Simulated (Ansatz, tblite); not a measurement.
# CH5BOS: which of these isomers lies lowest?

2 of its isomers, all singlets with charge 0: A = `COBS`; B = `CB(O)S`.

Shapes, held fixed at every level: PBE0-D4/def2-TZVP. Flexible molecules stand in one conformer, not always the lowest. Programs: Ansatz 0.2.0, tblite 0.8.0.

A:

```xyz
9

C     0.5695    0.7562   -1.2084
O     0.0580    0.7243    0.1074
B    -0.3119   -0.4244    0.6978
S    -0.9500   -0.3179    2.3849
H     0.6168   -0.2464   -1.6424
H    -0.0750    1.3872   -1.8237
H     1.5712    1.1900   -1.1884
H    -0.2260   -1.4806    0.1368
H    -1.1643   -1.6347    2.5187
```

B:

```xyz
9

C     0.2248    0.8564   -0.6709
B     0.0930   -0.4751    0.1402
O     0.8800   -1.5325   -0.1904
S    -1.0875   -0.6754    1.5231
H    -0.7165    1.1008   -1.1727
H     0.4544    1.7004   -0.0142
H     1.0074    0.7856   -1.4284
H     0.7484   -2.3208    0.3425
H    -1.6040    0.5606    1.4708
```

Electronic energies in kJ/mol, without zero-point or thermal terms.

From chemical knowledge, estimate the order of stability.

B < A in rising energy, over a span of 99 kJ/mol, by CCSD(T)/CBS estimate. All levels agree on that. The B − A difference spans -105.4 to -85.1 kJ/mol over the levels. The CBS estimate extrapolates MP2 from def2-TZVPP and def2-QZVPP and adds CCSD(T) − MP2 in the triple-zeta set, cores frozen.

```
                level                   kind   B − A
             GFN1-xTB         semi-empirical  -105.4
          HF/def2-SVP           Hartree–Fock   -85.2
        HF/def2-TZVPP           Hartree–Fock   -85.1
 r2SCAN-D4/def2-TZVPP               meta-GGA  -100.7
  BHLYP-D4/def2-TZVPP          global hybrid   -92.7
r2SCAN0-D4/def2-TZVPP          global hybrid  -101.8
         MP2/def2-SVP    perturbation theory   -97.0
   CCSD(T)/def2-TZVPP  coupled cluster or CI   -96.4
 CCSD(T)/CBS estimate  coupled cluster or CI   -99.0
```

The methylborane B, CH₃–B(OH)–SH, lies well below the methoxyborane A, CH₃O–BH–SH, by 99.0 kJ/mol at the best level. Both keep a three-coordinate boron bound to oxygen and sulfur, so π donation from the chalcogen lone pairs into the empty boron p orbital is largely common to the two and cannot account for most of the gap. What changes is that A's C–O and B–H bonds are replaced by C–B and O–H bonds. The main gain is probably the strong, polar O–H bond formed at the expense of a weaker C–O bond, while B–H and B–C bonds are closer in strength. Hyperconjugation from the methyl group into the boron p orbital may add a little.

Hartree–Fock already gives most of the preference, and its value hardly moves with basis set. In the same triple-zeta basis, correlation widens the gap from 85.1 to 96.4 kJ/mol, so it reinforces the order rather than creating it. The energies establish a thermodynamic preference within this pair, not an easy path from A to B.
